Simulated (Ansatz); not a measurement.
Ligand exchange: GaH2(SH) + Ge(SH)2 → GaH(SH)2 + GeH(SH)

Species: GaH2(SH), singlet; Ge(SH)2, singlet; GaH(SH)2, singlet; GeH(SH), singlet. The partners trade H for SH: Ga–H and Ge–SH bonds give way to Ga–SH and Ge–H.

Shapes, held fixed at every level: PBE0-D4/def2-TZVP. Flexible molecules stand in one conformer, not always the lowest. Programs: Ansatz 0.2.0. Electronic energies: no zero-point or thermal term.

Task: Estimate ΔE of this reaction.

Result: The highest level, CCSD(T)/def2-TZVPP, gives ΔE = +8.4 kJ/mol; the levels span +1.9 to +13.7. The column of differences is taken from that level and isn't an error. No measured value is set beside it here. Relativity is left out for Ga, Ge. Outer-core shells of Ga, Ge are correlated in most correlated rows, in sets that cover them unevenly.

```
             level                    kind  ΔE (kJ/mol)  less CCSD(T)/def2-TZVPP
     HF/def2-TZVPP            Hartree–Fock         +1.9                     -6.5
wB97M-V/def2-TZVPP  range-separated hybrid        +12.7                     +4.3
wB97X-V/def2-TZVPP  range-separated hybrid        +10.9                     +2.5
 B2PLYP/def2-TZVPP           double hybrid        +13.7                     +5.3
    MP2/def2-TZVPP     perturbation theory        +12.8                     +4.4
   CCSD/def2-TZVPP   coupled cluster or CI         +6.1                     -2.3
CCSD(T)/def2-TZVPP   coupled cluster or CI         +8.4                      0.0
```

The exchange is mildly endothermic at every level, so in electronic energy the second SH group sits slightly better on Ge(II) than on Ga(III), with hydride preferring gallium. The small size of the effect is plausible: both centres have a formally empty 4p orbital that accepts π density from sulfur lone pairs, so much of the gain at one centre is lost at the other. The remaining preference probably reflects the germylene's lone pair, which keeps more 4s character when the substituents are electronegative, together with sulfur donation into the vacant orbital beside it.

Correlation favours the reactants, raising ΔE from +1.9 in Hartree–Fock to +8.4 with CCSD(T). The path is not smooth: MP2 overshoots at +12.8, CCSD falls back to +6.1, and triples recover part of the difference. The direction is therefore better supported than the magnitude. A single exchange energy cannot separate π donation from σ-bond polarity, so that division remains an inference.
